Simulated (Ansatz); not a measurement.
**Ligand exchange: MgH(CH3) + C2H8OSi2 → MgH(OH) + C3H10Si2**

Species: MgH(CH3), singlet; C2H8OSi2 `O[SiH2]/C=C/[SiH3]`, singlet; MgH(OH), singlet; C3H10Si2 `C[SiH2]/C=C/[SiH3]`, singlet. The partners trade CH3 for OH: Mg–CH3 and Si–OH bonds give way to Mg–OH and Si–CH3.

Shapes, held fixed at every level: PBE0-D4/def2-TZVP. Flexible molecules stand in one conformer, not always the lowest. Programs: Ansatz 0.2.0. The zero-point and thermal change to 298 K, harmonic and unscaled (PBE0-D4/def2-TZVP), is +2.8 kJ/mol.

(1) Estimate ΔH(298 K) of this reaction.

Results:

(1) The highest level, CCSD(T)/def2-TZVPP, gives ΔH(298 K) = -41.1 kJ/mol; the levels span -45.4 to -39.7. The column of differences is taken from that level and isn't an error. No measured value is set beside it here. Correlated rows may include outer-core shells of Mg, which these sets cover unevenly. Times are processor times on shared x86 and Arm servers, and rough.

```csv
level,kind,ΔH(298 K) (kJ/mol),less CCSD(T)/def2-TZVPP,CPU time (sum over the molecules)
HF/def2-TZVPP,Hartree–Fock,-39.7,+1.4,–
PBE-D4/def2-TZVPP,GGA,-43.0,-1.9,29 s
B3LYP-D4/def2-TZVPP,global hybrid,-43.4,-2.3,65 s
PBE0-D4/def2-TZVPP,global hybrid,-43.4,-2.3,40 s
wB97M-V/def2-TZVPP,range-separated hybrid,-42.7,-1.6,2.1 min
B2PLYP/def2-TZVPP,double hybrid,-43.4,-2.3,74 s
MP2/def2-TZVPP,perturbation theory,-45.4,-4.3,–
CCSD(T)/def2-TZVPP,coupled cluster or CI,-41.1,0.0,53 min
```

The exchange is clearly exothermic at every level: hydroxide prefers magnesium and methyl prefers silicon. Both metal–oxygen and silicon–oxygen bonds are strong, so the sign reflects a difference between two gains. Replacing carbon by oxygen pays more at the more electropositive magnesium, where the small, hard hydroxide binds largely through electrostatic attraction. Silicon also favours oxygen, through a strongly polar bond probably aided by some lone-pair delocalisation into antibonding orbitals on silicon, and this offsets much of the driving force.

Hartree–Fock already recovers most of the exothermicity, which suggests that charge distribution and mean-field bonding dominate, while correlation largely cancels between the two sides. Its closeness to coupled cluster therefore doesn't signal a generally reliable treatment of these bonds. MP2 shifts the balance furthest towards the products, and coupled cluster takes back much of that shift, as expected if second order overestimates the differential correlation. The preference applies to isolated monomers; in solution or the solid, bridging and solvation at magnesium could change its size considerably.
